## Counting electrons in a d band

A d shell has ten spin-orbitals per atom. In a metal they spread into a band whose lower half is bonding and whose upper half is antibonding, so the d electrons bind most strongly when the band is half full and add little when it is full. The sizes worth keeping, which are PBEsol results and lie somewhat above measurement, are about 4 eV per atom for Cu, with its full d shell, and 8 to 9 eV for Ru and W, with part-filled shells.

Spread the ten states evenly over a width $w$ centred on the atomic d level, which gives $10/w$ states per unit energy. With $N$ electrons the band is filled up to $\varepsilon_F = -w/2 + wN/10$, and the energy of these electrons relative to the atomic level is

$$\int_{-w/2}^{\varepsilon_F} \frac{10}{w}\,\varepsilon\, d\varepsilon = -\,w\,\frac{N(10-N)}{20}.$$

With a constant $E_s$ for all other binding, the energy per atom needed to separate the whole metal into free atoms is $E = E_s + wN(10-N)/20$. This parabola, the Friedel model, peaks at $N = 5$ and is symmetric about it.

Free B, Cu, Ge, Ru and W atoms in a periodic box of 15 × 15.5 × 16 Å, computed with Ansatz 0.2.0 (collinear-spin, scalar-relativistic PBEsol, plane-wave PAW, 420 eV cutoff, Γ point only, Gaussian smearing of 0.005 eV). Energies over elements are per atom, at zero smearing, relative to the elements' standard states in the same functional.

```tsv
species	starting moment	energy over elements (eV/atom)	spin moment (μB)	level gap (eV)
B	1 μB	6.676	1.00	0.426
Cu	1 μB	4.076	1.00	0.925
Ge	2 μB	4.158	2.00	0.000
Ru	4 μB	7.777	4.00	0.695
W	4 μB	9.176	6.00	1.588
```

## What the columns mean

Each row is one free atom in spin-polarised, scalar-relativistic PBEsol. The energy over elements is the energy of that atom minus the energy per atom of the element's standard state, a solid in all five cases, so it is the cohesive energy $E$. The starting moment is the spin with which the calculation began, and the spin moment $M$, in $\mu_B$, is the number of spin-up minus spin-down electrons at the end. The level gap separates the highest filled from the lowest empty Kohn-Sham level of either spin.

## Which state each atom is in

The orbital populations of the same calculations give Cu 3d¹⁰4s¹, Ru 4d⁷5s¹ and W 5d⁵6s¹. Hund's rule, with every open shell as parallel as the Pauli principle allows, then reproduces the moments. Ru has five spin-up and two spin-down d electrons plus one s electron, so $M = 3 + 1 = 4$. Taking one s electron per atom in the metal as well, which is an assumption, sets $N$ to 10, 7 and 5.

W is the only row whose moment left its start, going from 4 to 6 $\mu_B$. The standard reason is exchange, which lowers the energy for every pair of parallel spins. In d⁴s² five electrons are parallel and form 10 pairs, while in d⁵s¹ six are parallel and form 15. The real W atom has d⁴s² lowest once spin-orbit coupling acts, so this row refers to the state favoured without it and not to the observed ground state.

## The parabola tested on Ru

The factor $N(10-N)/20$ is 0 for Cu, 1.05 for Ru and 1.25 for W, the same order as the energies. The two constants were fixed on Cu and W, and Ru was kept out as the test:

$$E_s = 4.076\ \text{eV}, \qquad w = \frac{9.176 - 4.076}{1.25} = 4.080\ \text{eV},$$

$$E(\text{Ru}) = 4.076 + 1.05 \times 4.080 = 8.360\ \text{eV}.$$

The table has 7.777 eV, so the model is 0.58 eV too high, 7.5 % of the table value. A straight line in $M$ through the same two rows misses Ru by 0.64 eV on the low side. The order of the three metals is thus the one expected as the d shell goes from full to half full. It is no clean test, since the row of the periodic table changes along with the filling, from 3d in Cu to 4d in Ru and 5d in W. Nor do three metals fix the shape of the curve; the parabola rests on the derivation. The analysis printed after this text lists both tests.

## Why Ru falls below the parabola

The model gives a 3d, a 4d and a 5d metal one common width. Theory argues otherwise, since 5d orbitals reach further than 4d orbitals and d orbitals contract along a row as the nuclear charge grows. Both effects give W a wider band than Ru. Within the model, W needs a band 1.16 times as wide as that of Ru to place both rows exactly, which is the expected direction, though no band width was tested here.

A second effect works against the first. The free atom enjoys an exchange energy that grows roughly as $cM^2$, with $c$ a constant of the order of a tenth of an eV, and non-magnetic Cu, Ru and W give it up on condensing. W loses most, so with one common width this loss would put Ru above the parabola, not below it. If all other binding is the same in the three metals, the difference in width must make up for it as well: a trial $c = 0.1$ eV raises the needed width ratio to 1.39. The fitted $w$ thus lumps together band width, exchange loss and repulsion between neighbours, and it is not a real band width.

## What follows for interconnects

Ru binds 1.91 times and W 2.25 times as strongly as Cu. Moving an atom through a metal line or along its surface stretches and breaks part of its bonds, so diffusion barriers tend to scale with $E$, and rates fall exponentially with the barrier. On this argument Ru and W lines should resist electromigration better than Cu, and in the band picture their empty antibonding d states are a main reason. The ratios are a proxy, as no barrier was computed; rough recalled measurements give similar ratios of 1.9 and 2.5.

## The two p-block rows

B has the same moment as Cu and binds 2.60 eV more strongly, which shows that the atomic moment alone does not set $E$. B and Ge bond covalently through s and p orbitals, and there the bond length is a leading variable. Per pair of outer electrons B gains 4.45 eV and Ge 2.08 eV, the latter being one bond of the diamond lattice net of s-to-p promotion. For boron, whose clusters share electrons among several centres, the pair is only a unit of counting.

Hopping between s and p orbitals scales roughly as $d^{-2}$ with bond length $d$. Rough recalled lengths for B and Ge give a ratio of 1.8 to 1.9, against 2.14 from the table. Short bonds could thus account for much of boron's advantage, but this is one ratio of net energies, which are what is left after the cost of s-to-p promotion. Adding a similar cost per pair back to both would lower the 2.14, so there need be no remainder for multicentre bonding to explain.

These two atoms were also not treated alike. B put one whole electron into one p orbital, while Ge spread two over three degenerate orbitals; its smearing entropy term of 3.8566 meV equals the value for three orbitals each two-thirds filled. Both runs warn that the state may not be the lowest, B has a loosely converged moment, and neither B nor Ru had its stability checked. An atom left too high makes $E$ too large. Ge lies only 0.082 eV above Cu, and spin-orbit coupling lowers the Ge atom by roughly 0.1 eV (a recalled size), so that order is not secure.

## Why the level gaps follow no trend

The gaps are of different kinds. In Cu (0.925 eV) and Ru (0.695 eV) both levels are spin-down and the filled one is d. In W the d and s shells are full for spin-up and empty for spin-down, so the largest gap, 1.588 eV, runs from one spin to the other. In B the gap lies in the spin-up channel, where occupying one p orbital splits it from the empty ones, and the zero of Ge marks a shared p shell, not a metal. None of them is the ionisation energy minus the electron affinity, which is several eV for these atoms.

## Absolute sizes

All five energies exceed rough recalled measured values, by about 3 % of the measured value for W and about 16 % for Cu and Ru. PBEsol is known to overbind solids relative to atoms. The excess also contains the neglect of spin-orbit coupling and zero-point motion, the use of PAW datasets made for PBE, and any atom left above its lowest state.

Output of the analysis:

```
Table rounding: 0.0005 eV in energies and gaps, 0.005 muB in moments
Moments (muB): start, result, Hund on run configuration, Hund on s2, |m| integral - net
  B  1  1.00  1  1  0.030
  Cu 1  1.00  1  1  0.110
  Ge 2  2.00  2  2  0.005
  Ru 4  4.00  4  4  0.006
  W  4  6.00  6  4  0.004
Ge TS (meV): run 3.8566; three orbitals at 2/3 3.8566; two at 1/2 2.8209
Level gap (eV): table, within spin up, within spin down, channel
  B  0.426  0.426  5.379  up
  Cu 0.925  4.121  0.925  down
  Ru 0.695  3.648  0.695  down
  W  1.588  2.731  36.861  across the two spins
  Ge 0.000  part-filled degenerate 4p shell
Steps in energy (eV): W-Ru 1.399, Ru-B 1.101, B-Ge 2.518, Ge-Cu 0.082
Same moment, B - Cu: 2.600 eV
Ratios: Ru/Cu 1.91, W/Cu 2.25
Band factor N(10-N)/20: Cu 0.00, Ru 1.05, W 1.25
Two constants fixed on Cu and W, tested on Ru (table 7.777 eV):
  band model: Es 4.076, w 4.080 eV; Ru 8.360, error +0.583 eV (+7.5 %)
  linear in moment: 1.020 eV/muB; Ru 7.136, error -0.641 eV (-8.2 %)
  same line on B (not fitted, no d band): error -2.600 eV
  same line on Ge (not fitted, no d band): error +0.938 eV
Exact solution with -c M^2 and one width: Es 4.036, w 2.946, c -0.040 eV
  trial c = 0.0 eV: width ratio W/Ru needed 1.16
  trial c = 0.1 eV: width ratio W/Ru needed 1.39
  trial c = 0.2 eV: width ratio W/Ru needed 1.52
eV per outer electron: B(3) 2.23, Cu(11) 0.37, Ge(4) 1.04, Ru(8) 0.97, W(6) 1.53
Per electron pair: B 4.45 eV, Ge 2.08 eV, ratio 2.14
  rough d(B) 1.8, d(Ge) 2.4 A: d^-2 ratio 1.78 (-17 %), exponent needed 2.6
  rough d(B) 1.8, d(Ge) 2.5 A: d^-2 ratio 1.93 (-10 %), exponent needed 2.3
Excess over rough recalled measured values (uncertain by 0.05 eV from rounding):
  B  6.676 vs 5.8: +0.9 eV (+15 %)
  Cu 4.076 vs 3.5: +0.6 eV (+16 %)
  Ge 4.158 vs 3.9: +0.3 eV (+7 %)
  Ru 7.777 vs 6.7: +1.1 eV (+16 %)
  W  9.176 vs 8.9: +0.3 eV (+3 %)
Rough recalled ratios: Ru/Cu 1.9, W/Cu 2.5
```
